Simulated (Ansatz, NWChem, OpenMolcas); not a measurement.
**BI3 (boron triiodide): the electronic atomisation energy, rung by rung**

BI3 has 4 atoms, charge 0, and is taken as a singlet. As SMILES, `IB(I)I`. The shape is that of a PBE0-D4/def2-TZVP optimisation.

Each level gives the electronic atomisation energy (eV). The values are calculated. Electronic energies at fixed atoms, without zero-point motion or spin-orbit coupling.

```tsv
level	kind	program	value (eV)	less CCSD(T)/def2-SVP
HF/def2-SVP (core potential)	Hartree–Fock	Ansatz	6.53	-2.54
BHLYP/def2-SVP (core potential)	global hybrid	Ansatz	8.98	-0.09
M06-2X/def2-SVP (core potential)	hybrid meta-GGA	OpenMolcas	9.24	+0.17
wB97X/def2-SVP (core potential)	range-separated hybrid	NWChem	9.64	+0.57
B2PLYP/def2-SVP (core potential)	double hybrid	Ansatz	9.50	+0.43
MP2/def2-SVP (core potential)	perturbation theory	NWChem	9.73	+0.66
BCCD(T)/def2-SVP (core potential)	coupled cluster or CI	Ansatz	9.08	+0.01
CCSD(T)/def2-SVP (core potential)	coupled cluster or CI	NWChem	9.07	0.00
```

Differences are taken from CCSD(T)/def2-SVP (core potential) for orientation; it has basis-set and higher-order errors of its own. The values span 6.53 to 9.73 eV. In the correlated wave-function rows the outer d shell of I is correlated, in sets not made for it.

Boron triiodide is already bound at the mean-field level, but Hartree–Fock recovers only 6.53 eV, 2.54 eV less than CCSD(T). Forming three B–I bonds pairs electrons that are unpaired in the separated atoms and brings the polarisable iodine shells together, so correlation stabilises the molecule more than its fragments. MP2 overshoots by 0.66 eV, probably because second order treats the pair correlations as independent and exaggerates those of the soft iodine electrons. BCCD(T) and CCSD(T) differ by only 0.01 eV, so the choice of reference orbitals hardly matters here.

The closeness of BHLYP to CCSD(T) doesn't establish it as the most accurate functional. A small basis usually truncates coupled-cluster correlation more than it affects a density functional, so the converged binding is probably stronger, and part of the apparent overbinding by wB97X may be a basis effect. Spin-orbit coupling would act the other way, lowering the open-shell iodine atoms more than the closed-shell molecule and so reducing the atomisation energy.
